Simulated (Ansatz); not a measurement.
# HfGe₃: energy above relaxed cell and pressure against volume per atom

Plane-wave density functional theory, PAW datasets, Gaussian smearing 0.05 eV: one cell in which all forces lie under 0.002 eV/angstrom; stress (xx yy zz yz xz xy) and pressure positive in compression; site moments are of spin alone; formation energy from the elements run alike, uncorrected. The results are calculated, by Ansatz 0.2.0.

Cell of the first row (space group Pm-3m, No. 221):
```
HfGe3
1.0
      4.1111     0.0000     0.0000
      0.0000     4.1111     0.0000
      0.0000     0.0000     4.1111
Hf Ge
1 3
Direct
  0.00000 0.00000 0.00000
  0.00000 0.50000 0.50000
  0.50000 0.50000 0.00000
  0.50000 0.00000 0.50000
```

Settings of every row: paw set soft_2; functional PBE; spin treatment none; moment partition spheres; spin axis none; wave cutoff 420 eV; k mesh 8x8x8; SCF start atoms; lower state search light; symmetry use detected.

Atom first moment, atom hubbard u: 0 on all atoms.

Limits: formation energy without spin-orbit coupling on heavy elements; the cell comes from a prototype or a list of computed structures and needn't be the stable phase.

| row | volume per atom (Å³) | energy above relaxed cell (meV per atom) | pressure (GPa) | formation energy (eV per atom) |
| --- | --- | --- | --- | --- |
| 1 | 17.371 | 17.42 | 5.83 | -0.0244 |
| 2 | 17.647 | 8.94 | 4.05 | -0.0329 |
| 3 | 17.763 | 6.26 | 3.35 | -0.0355 |
| 4 | 18.014 | 2.14 | 1.91 | -0.0397 |
| 5 | 18.16 | ? | ? | ? |
| 6 | 18.382 | 0 | 0.00 | -0.0418 |
| 7 | 18.75 | 2 | -1.72 | -0.0398 |
| 8 | 19.117 | 7.78 | -3.26 | -0.034 |
| 9 | 19.669 | 22.69 | -5.25 | -0.0191 |
| 10 | 20.22 | 43.83 | -6.93 | 0.002 |

Question: what energy above relaxed cell and pressure should row 5 give?

Worked fit of energy above relaxed cell. Take u = (V_r/V)^(2/3) − 1 with V_r = 18.382 Å³ an atom, which is twice the finite (Eulerian) strain; such expansions in the strain, on which the Birch-Murnaghan equation of state is built, carry the rest volume and the bulk modulus. The shown rows have u = 0.03843, 0.02758, 0.0231, 0.01357, 0, -0.01313, -0.0258, -0.04411, -0.06156. Least squares give energy above relaxed cell = −0.01 − 2 × u + 11739.2 × u² + 3227 × u³ meV per atom; a parabola predicts inner rows, each left out in turn, worse (root mean square 0.096 against 0.04 meV per atom). The rows lie off it by -0.01, 0.01, 0.01, 0.01, 0.01, -0.03, -0.02, 0.05, -0.02 (root mean square 0.023 meV per atom). Its lowest point lies at u = 0.0001, or V = 18.38 Å³ an atom, and the curvature there gives the bulk modulus at fixed shape and fractions, B = (4/9)(1 + u)² E″(u)/V = 91 GPa. The withheld row has u = 0.00813, so the fit gives −0.01 − 2 × (0.00813) + 11739.2 × (0.00813)² + 3227 × (0.00813)³ = 0.75 meV per atom.

The calculation gave 0.77 meV per atom. The fit lies 0.02 meV per atom (2.6 % of the value, 0.046 % of the column's range) below it; its largest miss of a shown row is 0.05 meV per atom.

Worked fit of pressure. Take u = (V_r/V)^(2/3) − 1 with V_r = 18.382 Å³ an atom, which is twice the finite (Eulerian) strain; such expansions in the strain, on which the Birch-Murnaghan equation of state is built, carry the rest volume and the bulk modulus. The shown rows have u = 0.03843, 0.02758, 0.0231, 0.01357, 0, -0.01313, -0.0258, -0.04411, -0.06156. Least squares give pressure = −0.002 + 136.4 × u + 389.8 × u² GPa; a straight line predicts inner rows, each left out in turn, worse (root mean square 0.3 against 0.0093 GPa). The rows lie off it by 0.01, -0.01, -0.01, -0.01, 0.00, 0.01, 0.00, 0.01, -0.01. The pressure vanishes at u = 0.0000, or V = 18.38 Å³ an atom, and there the bulk modulus at fixed shape and fractions is B = −V dP/dV = (2/3)(1 + u) dP/du = 90.9 GPa. The withheld row has u = 0.00813, so the fit gives −0.002 + 136.4 × (0.00813) + 389.8 × (0.00813)² = 1.13 GPa.

The calculation gave 1.13 GPa. The fit meets it to the printed digit.

The other values of row 5: formation energy -0.041 eV per atom.
